## How hard is sulfur pushed in an unrelaxed MoS₂ cell, and can I tell without running anything?

I have five cells of layered MoS₂, all with the same symmetry and none of them relaxed. My plan was to use the pressure as the measure of how far each cell is from rest. That fails at once: cells 2 and 3 have pressures of the same size, one in compression and one in tension, yet their largest forces are very different.

MoS₂ in space group P6₃/mmc, computed with Ansatz 0.2.0: r2SCAN without dispersion correction, scalar-relativistic and without spin polarization, using plane waves (500 eV cutoff) and generated PAW datasets. All rows are single points on unrelaxed cells with Γ-centred k-meshes; positive pressure means compression.

```tsv
cell	volume (Å³/atom)	shortest distance at Mo (Å)	pressure (GPa)	band gap on the mesh (0: none) (eV)	k-mesh	largest force (eV/Å)	formation energy (eV/atom)
1	16.74	2.342	15.3	1.08	9x9x2	1.36	-0.908
2	17.72	2.401	2.1	1.06	9x9x2	0.11	-0.969
3	17.91	2.429	-2.1	1.10	9x9x2	0.93	-0.956
4	18.10	2.435	-3.4	1.07	9x9x2	0.96	-0.957
5	18.62	2.441	-5.1	1.08	9x9x2	0.87	-0.959
```

Is there a way to estimate the force by hand from the geometry? And does it matter for the energies? Cell 2 has the lowest formation energy, so I was about to take its volume as the rest volume.

## Answer

Two rough figures are worth remembering for MoS₂. An error of 0.01 Å in the Mo–S distance makes a force of about a quarter of an eV/Å on sulfur. A force of 1 eV/Å on every sulfur atom stores somewhat less than 20 meV per atom of the cell. The first figure tells you in which cells sulfur is out of place, and the second tells you whether their energies can be compared.

**Why the bond length is the thing to look at**

Each layer is a sandwich, with a sheet of molybdenum between two sheets of sulfur. Every sulfur atom sits on top of a low pyramid whose base is three molybdenum atoms. Symmetry cancels all forces on molybdenum and all sideways forces on sulfur. What is left is one motion, sulfur moving towards or away from the molybdenum sheet, and the largest force in the table is the force along it.

Now treat each of the three Mo–S bonds as a spring with stiffness $k_b$ and natural length $d_0$. If the actual length is $d$, each spring pulls with $k_b(d-d_0)$. Only the part along the layer normal counts, which is the fraction $h/d$, where $h$ is the height of sulfur above the molybdenum sheet. The three bonds together give

$$F = 3k_b\,\frac{h}{d}\,(d-d_0) \approx K\,(d-d_0),$$

with $F$ positive when sulfur is pulled towards molybdenum. The ratio $h/d$ stays close to 0.65 in all five cells, so $K$ can be taken as a constant.

A least-squares line through all five cells gives the two constants. Rounded for use by hand, the rule is

$$F \approx 24\ \text{eV/Å}^2 \times (d - 2.397\ \text{Å}).$$

For $d$ you insert the shortest distance at Mo. The slope is an effective number for this kind of cell and should not be read as the force constant of a single bond.

The line needs a direction for each force, while the table lists only sizes. In cells 2, 4 and 5 the calculated forces point towards molybdenum. For cell 3 I inferred the same from its long bond, and for cell 1 the opposite from its short one. The choice for cell 1 can be tested: a line through the other four cells predicts an outward push of 1.1 eV/Å there, and the computed size is 1.36 eV/Å.

**Two cells worked by hand**

Both cells were part of the fit, so they show how to use the rule and how well it describes the table. They are not independent tests of it.

Cell 4 is a typical case. Its bond is 2.435 Å long, which is 0.038 Å too long, so

$$F \approx 24 \times 0.038 \approx 0.91\ \text{eV/Å}.$$

The computed force is 0.96 eV/Å, and the estimate is 5% below it.

Cell 5 is the worst case. Its bond of 2.441 Å is 0.044 Å too long, which gives

$$F \approx 24 \times 0.044 \approx 1.06\ \text{eV/Å}.$$

The computed force is 0.87 eV/Å, so the rule is about a fifth too high. It also gets the order wrong, because cell 5 has the longest bond of all but a smaller force than cells 3 and 4.

**What goes wrong in cell 5**

A bond can become too long in two ways. Sulfur can sit too high above the molybdenum sheet, or the sheet itself can be stretched sideways. The bond rule treats both alike. Cell 5 has the widest sheet of the five, while its sulfur sits slightly lower than in cells 3 and 4.

You can try the opposite extreme and let the force depend on the sulfur height alone. That line fits the table less well overall, and in cell 5 it errs the other way, giving too small a force. So the sideways stretch does add to the pull on sulfur, but by less than three plain springs would suggest.

The shape of the pyramid gives a hint. Cell 5 is cell 2 stretched evenly in all directions, so its bonds are longer but the angles between them are the same. In cells 3 and 4 sulfur sits on a steeper pyramid with narrower angles. If bonds resist bending as well as stretching, this adds to the pull there, and cell 5 lacks the extra. Bonds may also soften as they lengthen. Cells 1, 2 and 5 have nearly the same angles, yet the force changes by about 25 eV/Å per ångström of bond length from cell 1 to cell 2, and by only about 19 from cell 2 to cell 5. Five cells are too few to say how much each effect contributes.

In cells 3 and 4, where sulfur sits highest, the computed forces are somewhat above the rule. Only cell 5 has a strongly stretched sheet, and one cell is too little to build a correction on.

**How far to trust it**

Over the five cells the typical miss is 0.11 eV/Å, on forces that run from 1.36 outwards to 0.96 inwards. When each cell is left out in turn and predicted from the other four, the typical miss grows to 0.2 eV/Å. That is the fairer figure for a new cell. It is good enough to tell badly misplaced sulfur from sulfur nearly at rest, but not to rank cells 3, 4 and 5, whose bonds differ by about 0.01 Å.

The same sensitivity limits where the rule can be used. The natural length of 2.397 Å belongs to this density functional, and another functional may easily shift it by 0.01 Å. That alone would change every estimate by a quarter of an eV/Å. Close to the natural length, as in cell 2, the rule can only say that the force is small. Outside bond lengths of 2.34 to 2.44 Å it is an extrapolation.

**Why the pressure misled you**

Pressure tells how the energy changes when all lengths of the cell are scaled together. The force on sulfur tells how the energy changes when one internal distance moves and the cell stays as it is. These are different questions, and a cell can look good on one and bad on the other.

Cell 3 shows how this happens. Its stress is close to zero within the layers but amounts to a tension of 6.6 GPa along the stacking direction. That tension comes from the pull on sulfur, because stretching the cell in this direction at fixed fractional positions also lifts sulfur further from molybdenum. The pressure is only the average over the three directions, so it shows this pull diluted and mixed with other stresses. Imagine a cell halfway between cells 2 and 3. By interpolation its pressure would be about zero, while sulfur would still be pulled with roughly 0.5 eV/Å.

**From force to energy**

To turn a force into an energy you need the stiffness against a change of sulfur height, $k_h$. Cells 2 and 3 provide it, because their sheets are almost equally wide and their layers almost equally far apart. They differ mainly in the sulfur height, by 0.044 Å, and in the force, by 0.82 eV/Å. The quotient is about 19 eV/Å². The vibration in which the sulfur sheets breathe against the molybdenum sheet, at a rough recalled 410 cm⁻¹, leads to about 20 eV/Å².

A spring of stiffness $k_h$ under a force $F$ stores $F^2/(2k_h)$. Four of the six atoms in the cell are sulfur, so the stored energy per atom is

$$E = \frac{4}{6}\cdot\frac{F^2}{2k_h} = \frac{F^2}{3k_h} \approx 18\ \text{meV} \times F^2,$$

with $F$ in eV/Å. This can be held against the table, since the energies were not used to find $k_h$. The formula puts cell 3 about 15 meV per atom above cell 2, and the computed difference is 13 meV. Forces and energies come from the same calculation and have to be consistent, so the agreement supports the simple spring picture and not the accuracy of the functional.

For cell 4 the hand-made force of 0.91 eV/Å gives 15 meV per atom, close to the 16 or 17 meV that follow from the computed force. For cell 5 the hand-made force gives 20 meV where the computed one gives 14. The force enters squared, so an error of a fifth in the force becomes an error of nearly a half in the energy. If you have the computed force, use it for this step.

**What this does to your rest volume**

As computed, cell 2 lies 10 to 13 meV per atom below cells 3, 4 and 5. The energy stored in those three cells by misplaced sulfur is estimated at 14 to 17 meV per atom. Its whole advantage is thus of the size that relaxing the sulfur atoms would remove. After subtracting the stored energy, cells 2 to 5 agree within about 4 meV per atom, which is too little for such an estimate to rank them.

Cell 2 therefore probably owes its lowest energy to sulfur that is nearly in the right place, and this need not mean that its volume is right. Cell 1 is different. Relaxing its sulfur would recover roughly half of the 61 meV per atom by which it lies above cell 2. Its sheet is also squeezed sideways, which probably accounts for at least part of the rest, and no movement of sulfur within the fixed cell can restore the width of the sheet.

The rest volume itself stays open. The five cells differ in shape as well as in volume, so relaxing sulfur alone is not enough to find it. Choose several volumes, let both the sulfur positions and the cell shape relax at each, and compare energies only then. Add a dispersion correction as well, because the functional used here binds layers too weakly and the spacing between them is part of the volume. Until that is done, check the Mo–S distance before you compare two cells: if it is off by 0.02 Å or more, expect a force of about half an eV/Å or more, and differences of a few meV per atom may tell you where sulfur was placed rather than which volume is best.
